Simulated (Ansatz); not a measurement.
**Swapping H for NH2 on Sn: the HOMO–LUMO gap**

Gas-phase molecules. On one Sn centre, n of the H ligands are replaced by NH2. The HOMO–LUMO gap y in eV at wB97X-V/def2-TZVPP. Shapes: PBE0-D4/def2-TZVP. Flexible molecules stand in one conformer, not always the lowest. Programs: Ansatz 0.2.0.

| molecule | n | y (eV) |
| --- | --- | --- |
| SnH4 | 0 | 14.02 |
| SnH3(NH2) | 1 | ? |
| SnH2(NH2)2 | 2 | 11.26 |
| SnH(NH2)3 | 3 | 11.60 |
| Sn(NH2)4 | 4 | 11.03 |

Task: Fit y = c + s·n to the known rows and predict SnH3(NH2).

Result: 
1. Means of the 4 rows: n = 2.25000, y = 11.977.
2. Σ(Δn)² = 8.75, Σ(Δn·Δy) = -6.3575, so the slope is -6.3575/8.75 = -0.72657.
3. Intercept: 11.977 − (-0.72657) × 2.25000 = 13.612. The largest residual of the fit is 0.90.
4. SnH3(NH2): 13.612 + (-0.72657) × 1 = 12.89 eV.

The run gave 11.23 eV, so the prediction is off by +1.66 eV, more than the largest residual. The steps per swap are uneven (-2.79, +0.03, +0.34, -0.57), so a line is a poor model. Other levels give for SnH3(NH2): r2SCAN-D4/def2-TZVPP 5.60; wB97M-V/def2-TZVPP 10.75 eV. Orbital gaps aren't excitation energies, and the LUMO depends on the basis. For atoms past krypton def2 sets carry core potentials with scalar relativity. The series isn't monotonic at this level.

The gap responds mainly to the presence of an amido group, not to the number of them. The first swap lowers it by 2.79 eV, after which all four substituted molecules lie between 11.03 and 11.60 eV. The likely reason is a change in the character of the HOMO. In SnH4 it is a Sn–H bonding orbital, whereas NH2 brings in a nitrogen lone pair at higher energy. Further NH2 groups add more orbitals of the same kind, so they can only split and shift a level that already exists. The small, irregular later steps probably reflect how the lone pairs are oriented towards each other and towards the Sn–N and Sn–H σ* orbitals, set against the inductive pull of nitrogen. The line overshoots at SnH3(NH2) because it spreads a one-time drop over the whole series, and the withheld molecule is the one that would have revealed it. Without the separate frontier orbital energies, the share of the drop due to a raised HOMO and that due to a shifted LUMO remain undetermined.
